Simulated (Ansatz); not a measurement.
## Relative energies of GeH4S2 isomers

2 of its isomers, all singlets with charge 0: A = `[SH][GeH2][SH]`; B = `S[S][GeH3]`.

Shapes, held fixed at every level: PBE0-D4/def2-TZVP. Flexible molecules stand in one conformer, not always the lowest. Programs: Ansatz 0.2.0.

A:

```xyz
7

S    -1.9952   -0.1107   -0.1682
Ge    0.0729    0.5725    0.2706
S     1.4298   -1.0386    0.9773
H    -1.6623   -0.6909   -1.3326
H     0.6692    1.2157   -0.9892
H    -0.0552    1.5495    1.4423
H     1.6020   -1.5655   -0.2458
```

B:

```xyz
7

S    -1.0852   -1.9651    0.0025
S    -1.4183   -0.0006    0.5188
Ge    0.6467    0.8033    0.2332
H    -1.3180   -1.8616   -1.3200
H     1.0360    0.6499   -1.2445
H     0.5857    2.2858    0.6352
H     1.6146    0.0204    1.1291
```

Electronic energies in kJ/mol, without zero-point or thermal terms.

**Question.** Which isomer should be the most stable, and roughly by how much?

**Answer.** A < B in rising energy, over a span of 95 kJ/mol, by CCSD(T)/def2-TZVPP. All levels agree on that. The B − A difference spans +81.1 to +108.4 kJ/mol over the levels. Relativity is left out for Ge. Outer-core shells of Ge are correlated, in sets that cover them unevenly.

```json
{"level": "HF/def2-TZVPP", "kind": "Hartree–Fock", "B − A": "+96.4"}
{"level": "SPW92/def2-TZVPP", "kind": "LDA", "B − A": "+81.1"}
{"level": "B3LYP-D4/def2-TZVPP", "kind": "global hybrid", "B − A": "+84.7"}
{"level": "BHLYP-D4/def2-TZVPP", "kind": "global hybrid", "B − A": "+89.8"}
{"level": "r2SCAN0-D4/def2-TZVPP", "kind": "global hybrid", "B − A": "+91.2"}
{"level": "MP2/def2-SVP", "kind": "perturbation theory", "B − A": "+108.4"}
{"level": "CCSD(T)/def2-TZVPP", "kind": "coupled cluster or CI", "B − A": "+94.8"}
```

The dithiol A, with both sulfurs bound to germanium, lies well below the germyl disulfane B, by 94.8 kJ/mol with CCSD(T). Going from A to B exchanges a Ge–S and an S–H bond for an S–S and a Ge–H bond. This gives up a polar Ge–S bond and a strong S–H bond for a comparatively weak homonuclear S–S bond, in which adjacent sulfur lone pairs repel each other, and a Ge–H bond weaker than S–H. In redox terms, A holds both sulfurs as sulfide, whereas B has a disulfide unit and a more hydridic germanium centre. Donation from sulfur lone pairs into the opposite Ge–S antibonding orbital probably favours A further.

Hartree–Fock already gives +96.4 kJ/mol, so the preference doesn't depend on electron correlation. The larger MP2 value can't be assigned to the perturbation treatment alone, since its basis is also smaller. The gap says nothing about the barrier between the isomers, or about whether A resists condensation with loss of H2S.
